# Locking range of an injected tunnel-diode oscillator

## 1. System and conventions

Double-barrier resonant-tunnelling diode (InGaAs well, thin AlAs barriers), biased at the centre of its negative-conductance region, in parallel with $C$, $L$ and a load $G$. $v$ is the voltage minus the bias, $i$ the diode current minus its bias value.

$$C\dot v+Gv+i_L+i=i_{\rm inj},\qquad L\,\dot i_L=v,\qquad \tau\,\dot i=I(v)-i$$

The third equation is first-order kinetics. The well population obeys $\dot N=k(v)-N/\tau$ and the current is taken proportional to $N$, so it follows the static curve $I(v)$ with a lag $\tau=\hbar/\Gamma$. Coulomb feedback and collector transit are lumped into this effective $\tau$.

Static curve: $I(v)=-gv+\gamma v^3$. Extrema at $v=\pm\Delta V/2$, a current $\Delta I$ apart, fix $g=3\Delta I/2\Delta V$ and $\gamma=2\Delta I/\Delta V^3$.

Inputs, all illustrative and of typical size:

- area 2 µm$^2$, $\Delta I=4$ mA, $\Delta V=0.3$ V, so $g=20$ mS and $\gamma=0.296$ S V$^{-2}$
- depleted thickness 25 nm, $\varepsilon_r\approx14$: $C_d=9.9$ fF; with 5 fF of parasitics, $C=15$ fF
- $G=8$ mS, $\Gamma=3.0$ meV, $T=300$ K
- $L$ tuned for a free-running $\omega_0/2\pi=500$ GHz
- $i_{\rm inj}=I_0\cos\Omega t$, $I_0=20$ µA

$\omega_0,\Omega,\Delta,K$ are angular frequencies. Detuning $\Delta=\omega_0-\Omega$. Phasors: $v={\rm Re}(ze^{i\omega t})$. The locking range $K$ is a half-width.

## 2. Estimate by hand

Picture the state as a point on a circle of radius $A$, $v=A\cos\phi$. A charge $\delta q$ put on the node moves the point by $\delta q/C$ along $v$. The tangential part turns the phase by $-\sin\phi\,\delta q/CA$. The radial part is assumed to heal without trace.

A resonant current does most when it is in quadrature with $v$. The push is then $(I_0/CA)\sin^2\phi$, with mean one half. The largest frequency shift the drive can hold is

$$K_{\rm est}=\frac{I_0}{2CA}=\frac{\omega_0}{2Q}\,\frac{I_0}{I_{\rm osc}},\qquad Q=\frac{\omega_0C}{G},\quad I_{\rm osc}=GA .$$

The second form is Adler's (1946).

Guesses:

- Amplitude. Growth stops once the swing spends enough of the cycle outside the negative-slope region. One voltage scale is available: $A\approx\Delta V=0.3$ V.
- Lag. $\hbar\omega_0\approx2$ meV is below $\Gamma=3$ meV. Ignore it.

Then $2CA=9$ fC and

$$K_{\rm est}\approx2.2\times10^{9}\ {\rm s^{-1}},\qquad K_{\rm est}/2\pi\approx0.35\ {\rm GHz},$$

with $Q\approx6$ and $I_{\rm osc}\approx2.4$ mA. Outside the range the phase slips. The slip rate tends to $|\Delta|$ far away and must vanish at the edge, where the push just cancels the detuning at one phase and the state lingers there.

## 3. Careful calculation

### 3.1 Phase reduction

Let $\dot{\mathbf x}=\mathbf f(\mathbf x)$ have a stable cycle $\mathbf x_0$ of frequency $\omega_0$. Give each point of the basin the phase $\phi(\mathbf x)$ of the cycle point it converges to. Then $\nabla\phi\cdot\mathbf f=\omega_0$ everywhere; level sets of $\phi$ are isochrons. Add $\epsilon\,\mathbf e\,p(\Omega t)$, with $p$ of period $2\pi$:

$$\dot\phi=\omega_0+\epsilon\,\mathbf e\cdot\nabla\phi(\mathbf x)\,p .$$

This is exact. If the cycle attracts at a rate $\lambda$ large against the induced phase drift, $\mathbf x$ stays within $O(\epsilon)$ of it, and

$$\dot\phi=\omega_0+\epsilon Z(\phi)\,p(\Omega t)+O(\epsilon^2),\qquad Z=\mathbf e\cdot\nabla\phi|_{\mathbf x_0(\phi)} .$$

On the cycle, $\nabla\phi$ is the periodic solution of the adjoint equation $\dot{\mathbf y}=-J^{T}\mathbf y$ ($J$ the Jacobian of $\mathbf f$), normalised by $\mathbf y\cdot\mathbf f=\omega_0$. For the circuit $\epsilon p=i_{\rm inj}$, and $Z$ is in rad/C.

### 3.2 Averaging

Put $\psi=\phi-\Omega t$, $Z=\sum Z_ne^{in\phi}$, $p(s)=\sum p_ne^{ins}$. For $|\Delta|,\ \epsilon|Zp|\ll\omega_0$, $\psi$ is nearly frozen over a period. The average over $s=\Omega t$ pairs $Z_n$ with $p_{-n}=p_n^*$:

$$\dot\psi=\Delta+\epsilon H(\psi),\qquad H(\psi)=\sum_nZ_np_n^*e^{in\psi}.$$

All harmonics common to $Z$ and $p$ enter. In general locking needs $-\epsilon\max H<\Delta<-\epsilon\min H$. The $n=0$ term is a constant and shifts $\Delta$. If $Z$ and $p$ share no harmonic above the first (a sinusoidal drive suffices, whatever the shape of the cycle), $H$ is one sinusoid, and a shift of the origin of $\psi$ gives

$$\dot\psi=\Delta-K\sin\psi,\qquad K=2\epsilon|Z_1||p_1| .$$

For $p=\cos s$, $|p_1|=1/2$, and $K$ is half of $I_0$ times the amplitude $2|Z_1|$ of the fundamental of $Z$. With $Z=-\sin\phi/CA$ this returns $K_{\rm est}$. The same steps hold for an oscillating surface reaction under a modulated partial pressure; only $Z$ changes.

### 3.3 Solutions

- $|\Delta|<K$: fixed points $\sin\psi^*=\Delta/K$. The slope of the right side is $-K\cos\psi^*$, so the root with $\cos\psi^*>0$ is stable, with relaxation rate $\sqrt{K^2-\Delta^2}$. The oscillator runs at $\Omega$.
- $|\Delta|=K$: the two roots merge in a saddle-node on the circle.
- $|\Delta|>K$: no root. One slip of $2\pi$ takes
$$T_s=\int_0^{2\pi}\frac{d\psi}{|\Delta-K\sin\psi|}=\frac{2\pi}{\sqrt{\Delta^2-K^2}} .$$
The angular slip frequency is $\sqrt{\Delta^2-K^2}$, and the mean oscillator frequency is $\Omega+{\rm sgn}(\Delta)\sqrt{\Delta^2-K^2}$. Near the edge the slip frequency goes as $\sqrt{2K(|\Delta|-K)}$.

### 3.4 The free cycle

Keep the fundamental, $v=A\cos\theta$. Since $\cos^3\theta=\frac34\cos\theta+\frac14\cos3\theta$, the fundamental of $I(v)$ is $(-g+n)A$ with $n=\frac34\gamma A^2=gA^2/\Delta V^2$. The lag divides it by $1+i\omega\tau$. Total admittance:

$$Y(\omega,A)=G+iB(\omega)-\frac{g-n}{1+i\omega\tau},\qquad B=\omega C-\frac1{\omega L}.$$

$Y=0$, with $x=\omega_0\tau=\hbar\omega_0/\Gamma$, gives

$$n_0=g-G(1+x^2),\qquad B=-Gx,\qquad A_0=\Delta V\sqrt{n_0/g}.$$

Numbers: $\tau=0.219$ ps, $\hbar\omega_0=2.07$ meV, $x=0.689$, $1+x^2=1.475$, $n_0=8.20$ mS, $A_0=0.192$ V, $L=6.05$ pH, $Q=5.89$, $I_{\rm osc}=1.54$ mA. The load takes $GA_0^2/2=0.148$ mW. The available injected power is $I_0^2/8G=6.25$ nW, and $I_0/I_{\rm osc}=0.013$.

### 3.5 Isochrons and $Z_1$

Slow envelope $z=Ae^{i\theta}$ relative to $e^{i\omega_0t}$: replace $\omega\to\omega_0-i\,d/dt$ to first order, so $Yz-iY_\omega\dot z=\tilde I$, with $\tilde I$ the envelope of the injection and $Y_\omega=\partial Y/\partial\omega$ on the cycle. There $dB/d\omega=C+1/\omega_0^2L=2C+G\tau$ and $g-n_0=G(1+x^2)$, so

$$(1+ix)Y_\omega=i(1+ix)(2C+G\tau)+iG\tau(1-ix)=i(P+iR),$$
$$P=2(C+G\tau),\qquad R=2Cx .$$

At $\omega_0$, $Y=(n-n_0)/(1+ix)$. Hence

$$\frac{\dot z}{z}=\frac{\dot A}{A}+i\dot\theta=\frac\lambda2(1+ib)\left(1-\frac{A^2}{A_0^2}\right)+\frac{(1+ix)\,\tilde Ie^{-i\theta}}{A(P+iR)},$$
$$b=-\frac RP,\qquad \lambda=\frac{2n_0}{P(1+b^2)} .$$

Without injection, $\dot\theta=b\,\dot A/A$. The combination $\phi=\omega_0t+\theta-b\ln(A/A_0)$ therefore advances at exactly $\omega_0$: the isochrons are logarithmic spirals, not radii. A radial kick leaves a phase shift after it heals.

Call the injection term $f$. It adds ${\rm Im}f-b\,{\rm Re}f={\rm Im}[(1-ib)f]$ to $\dot\phi$, and $1-ib=(P+iR)/P$. With $\tilde I=I_0e^{-i\Delta t}$, on the cycle $\tilde Ie^{-i\theta}=I_0e^{-i\psi}$, and

$$\dot\psi=\Delta+\frac{I_0}{A_0P}\,{\rm Im}\left[(1+ix)e^{-i\psi}\right]=\Delta-K\sin(\psi-\delta),\qquad\tan\delta=x,$$

$$\boxed{K=\frac{I_0\sqrt{1+b^2}}{A_0|Y_\omega|}=\frac{I_0\sqrt{1+\omega_0^2\tau^2}}{2A_0\,(C+G\tau)}}$$

The fundamental of the sensitivity is $Z=-(2K/I_0)\sin(\phi-\delta)$. The first form is Kurokawa's: $1/\sqrt{1+b^2}$ is the sine of the angle between $\partial Y/\partial A$ and $Y_\omega$ in the complex plane.

Second route, free of the envelope expansion. A locked state is periodic, so $Y(\Omega,A)A=I_0e^{-i\psi}$. Multiply by $(1+i\Omega\tau)/A$ and take the imaginary part; $n$ drops out: $B(\Omega)+G\Omega\tau=(I_0/A)\,{\rm Im}[(1+i\Omega\tau)e^{-i\psi}]$. The left side vanishes at $\omega_0$ and has slope $P$. To first order in $I_0$ the largest $|\Delta|$ is $I_0\sqrt{1+x^2}/A_0P$, the same $K$. So $K$ needs no smallness of $\lambda\tau$, though the value of $\lambda$ does.

### 3.6 Numbers

$G\tau=1.76$ fF, $P=33.5$ fF, $R=20.7$ fF, $b=-0.617$, $|Y_\omega|=32.4$ fF, $\delta=35^\circ$, $\lambda\approx3.5\times10^{11}$ s$^{-1}$.

$$K=3.8\times10^{9}\ {\rm s^{-1}},\qquad K/2\pi=0.60\ {\rm GHz}.$$

The amplitude of $Z$ is $3.8\times10^{14}$ rad/C, or $6.0\times10^{-5}$ rad per elementary charge.

- $\Delta/2\pi=0.50$ GHz: locked, $\psi^*-\delta=56^\circ$, relaxation rate $2.1\times10^9$ s$^{-1}$. The hand value of $K$ would give slips at $\sqrt{0.50^2-0.35^2}=0.36$ GHz.
- $\Delta/2\pi=0.70$ GHz: slips at $\sqrt{0.70^2-0.60^2}=0.36$ GHz, about half the detuning.

### 3.7 Size of neglected terms within the model

**Averaging.** Relative order $K/\omega_0=1.2\times10^{-3}$.

**Leaving the cycle.** $K/\lambda=0.011$. At the edge $\Omega=\omega_0\pm K$ the injection term of the multiplied balance is imaginary, so its real part reads $\mp RK+2n_0\,\delta A/A_0=0$ and $\delta A/A_0=\pm0.005$. The two edges move by a few tenths of a per cent, making the range slightly asymmetric.

**Third harmonic.** Let $v={\rm Re}(Ae^{i\theta}+rAe^{3i\theta})$. To first order in $r$ the balance at $3\omega_0$ gives $r=-(n/3)/W$, $W=(1+3ix)[G+iB(3\omega_0)]-g+2n$, and at the fundamental $n\to n(1+r)$. Here $r=0.0083+0.0046\,i$. With $L$ retuned to hold $\omega_0$, $n$ falls by the fraction ${\rm Re}\,r+x\,{\rm Im}\,r$ and $A$ by half of that, which raises $K$ by 0.6 %. The direction of $\partial Y/\partial A$ turns by $\eta\approx2\,{\rm Im}\,r$, since $nr\propto A^4$. Then $P\to P\cos\eta+R\sin\eta$ in the denominator of $K$, a relative change of $K$ by $b\eta=-0.6$ %. The net change is below 0.3 %.

**Noise.** A white current with $\langle i(t)i(t')\rangle=2k_BTG\,\delta(t-t')$ diffuses the phase, $\langle\delta\phi^2\rangle=2Dt$, $D=k_BTG\langle Z^2\rangle$. At 300 K ($k_BT=25.9$ meV), $D=2.4\times10^6$ s$^{-1}$. Full shot noise of an assumed 5 mA bias current is larger by $qI_{\rm dc}/2k_BTG=12$; as an order of magnitude $D\sim3\times10^7$ s$^{-1}$ in total. Near the edge $\dot u=(\Delta-K)+Ku^2/2+$ noise, with $u$ the phase measured from the bottleneck. Diffusion ($u^2\sim Dt$) and drift ($Ku^2t\sim u$) balance at $u^3\sim D/K$, so the edge is smeared over $Ku^2$, a fraction $(D/K)^{2/3}\approx0.04$ of $K$. Two figures in $K$ are the most that is meaningful.

## 4. Why the two differ

$K/K_{\rm est}=1.70$. The ratio factorises exactly within the one-harmonic model. Three decimals are kept for bookkeeping only; $A_s=\Delta V\sqrt{1-G/g}=0.232$ V is the amplitude at $\tau=0$.

| cause | factor | value |
|---|---|---|
| load limits the swing | $\Delta V/A_s$ | 1.291 |
| lag weakens the gain | $A_s/A_0$ | 1.210 |
| lag stiffens the resonator | $2C/\lvert Y_\omega\rvert$ | 0.925 |
| tilted isochrons | $\sqrt{1+b^2}$ | 1.175 |
| product | | 1.698 |

**Amplitude.** The first two rows give 1.56, which is 84 % of the logarithm of the ratio. The guess $A=\Delta V$ is the exact one-harmonic amplitude of the unloaded cubic, where the mean negative conductance must be driven to zero. With a load it need only fall to the load. The lag then costs gain: only the fraction $1/(1+x^2)$ of the diode conductance is in phase with $v$, so the load acts as $G(1+x^2)=11.8$ mS. A smaller circle turns further under the same kick. The other natural guess, $A=\Delta V/2$, gives 0.71 GHz; the two guesses bracket the result.

**The lag was dismissed too early.** $\hbar\omega_0<\Gamma$ means only $x<1$. The corrections go as $x^2=0.475$, and in the amplitude they are magnified by the subtraction in $n_0$: the margin drops from 12 mS to 8.20 mS.

**Stiffness.** A lagging negative conductance draws a leading reactive current, like a capacitance $G\tau$. The inductor must be smaller to hold 500 GHz, the admittance changes faster with frequency, and the same current pulls the frequency less.

**Isochrons.** The reactive current of the diode is tied to its conductance, which depends on $A$. A change of amplitude thus detunes the circuit: $\dot\theta=-\lambda b\,\delta A/A_0$, and $b<0$ means that a larger swing runs faster. The hand picture threw away the radial part of the kick. It contributes $-b$ times the radial push, in quadrature with the tangential part, hence $\sqrt{1+b^2}$. This factor is never below one.

**Ratio form.** The last two rows nearly cancel: together $\sqrt{1+x^2}/(1+x/Q)=1.087$. If $I_0/I_{\rm osc}$ is known in place of $I_0$, the amplitude rows vanish and Adler's formula is low by only this factor. The hand estimate has the right mechanism and a poor amplitude.

**Dependence on $\tau$.** At fixed $\omega_0$ and $I_0$, $K/2\pi=0.46$ GHz for $\tau\to0$, 0.48 GHz for $\Gamma=6$ meV, 0.60 GHz for 3 meV. Oscillation ends at $x^2=g/G-1$, 0.89 THz for 3 meV. Toward that point $K\propto n_0^{-1/2}$ grows while $\lambda\propto n_0$ falls, and the reduction fails when $K\sim\lambda$.

## 5. What the number is worth

0.60 GHz is the model's value. Omitted circuit elements move it by as much as the table entries, and the contact resistance by more than their product.

- Distributed resonator. A shorted line of electrical length $\vartheta$ in place of $L$ has susceptance $-Y_0\cot\vartheta$, with $\vartheta\propto\omega$. Its slope exceeds that of the equivalent inductor by $2\vartheta/\sin2\vartheta$, so $P=(C+G\tau)(1+2\vartheta/\sin2\vartheta)$. For $\vartheta=\pi/4$, $K$ is multiplied by 0.78, giving 0.47 GHz.
- Contact resistance. A series $R_s$ maps the diode admittance $y=i\omega C_d-(g-n)/(1+i\omega\tau)$ to $y/(1+R_sy)$. Its main effect is a loss of about $R_s({\rm Im}\,y)^2$. For an assumed 2.5 Ω, with $L$ retuned to hold $\omega_0$, ${\rm Im}\,y=39$ mS and the loss is about 4 mS. The balance ${\rm Re}[y/(1+R_sy)]=-G$ then needs ${\rm Re}\,y=-11.8$ mS, so $g-n=17.4$ mS and $n_0$ drops from 8.20 to 2.6 mS. The amplitude falls to 0.108 V across the junction and to $|1+R_sy|$ times that, 0.105 V, at the node. Kurokawa's form with the node amplitude gives $K/2\pi=1.1$ GHz, a factor 1.87, of which 1.83 is amplitude and 1.02 is tilt and stiffness together. The circuit is then near threshold: oscillation at 500 GHz ends at $R_s=3.4$ Ω.
- Shape of $I(v)$. The swing reaches beyond the extrema at $\pm0.15$ V, where a real, asymmetric curve departs from the cubic. Any change of $A_0$ enters $K$ inversely.

$C$ and $G$ were chosen to give a loaded $Q$ below ten and a power of order 0.1 mW, typical of antenna-integrated diodes in this band. The fractional range per unit injection ratio, $(K/\omega_0)/(I_0/I_{\rm osc})=0.092$, belongs to such low-$Q$ circuits. A Gunn diode in a waveguide cavity typically has a loaded $Q$ of order $10^2$ to $10^3$; its fractional range at the same injection ratio is smaller by one to two orders of magnitude, through $|Y_\omega|$, while $K=I_0\sqrt{1+b^2}/A_0|Y_\omega|$ keeps its form.